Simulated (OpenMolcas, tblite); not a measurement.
## How methods differ on CH7BSi (SMILES CB[SiH3])

CH7BSi: 10 atoms, total charge 0, spin state singlet. SMILES: `CB[SiH3]`. Geometry: relaxed at PBE0-D4/def2-TZVP.

Each level gives the vertical energy of the triplet above the singlet (eV). The values are calculated.

```json
{"level": "GFN2-xTB", "kind": "semi-empirical", "program": "tblite", "value (eV)": "2.62"}
{"level": "IPEA1-xTB", "kind": "semi-empirical", "program": "tblite", "value (eV)": "2.96"}
{"level": "HF/6-311+G**", "kind": "Hartree–Fock", "program": "OpenMolcas", "value (eV)": "3.68"}
{"level": "SVWN5/6-311+G**", "kind": "LDA", "program": "OpenMolcas", "value (eV)": "3.54"}
{"level": "BLYP/6-311+G**", "kind": "GGA", "program": "OpenMolcas", "value (eV)": "3.62"}
{"level": "r2SCAN/6-311+G**", "kind": "meta-GGA", "program": "OpenMolcas", "value (eV)": "3.46"}
{"level": "PBE0/6-311+G**", "kind": "global hybrid", "program": "OpenMolcas", "value (eV)": "3.63"}
```

The values span 2.62 to 3.68 eV.

The five Hartree–Fock and density-functional levels place the triplet 3.46 to 3.68 eV above the singlet, while both tight-binding levels fall clearly lower, at 2.62 and 2.96 eV. Within the first group the gap does not rise or fall steadily from LDA to the hybrid, with r2SCAN lowest and BLYP almost level with PBE0.

The size of the gap fits the bonding at three-coordinate boron. Its formally empty 2p orbital is a low-lying acceptor, and the B–Si σ bond, between two electropositive atoms, is a high-lying donor. The triplet therefore probably has σ(B–Si) → 2p(B) character, a compact excitation centred on one bond. The low tight-binding values probably reflect parametrised orbital spacings in a minimal valence basis. Hartree–Fock gives the highest value, although neglecting opposite-spin correlation usually favours the triplet, so missing correlation alone cannot explain the ordering.

These vertical energies do not give the adiabatic gap, which could be appreciably smaller if the triplet relaxes by stretching the B–Si bond.
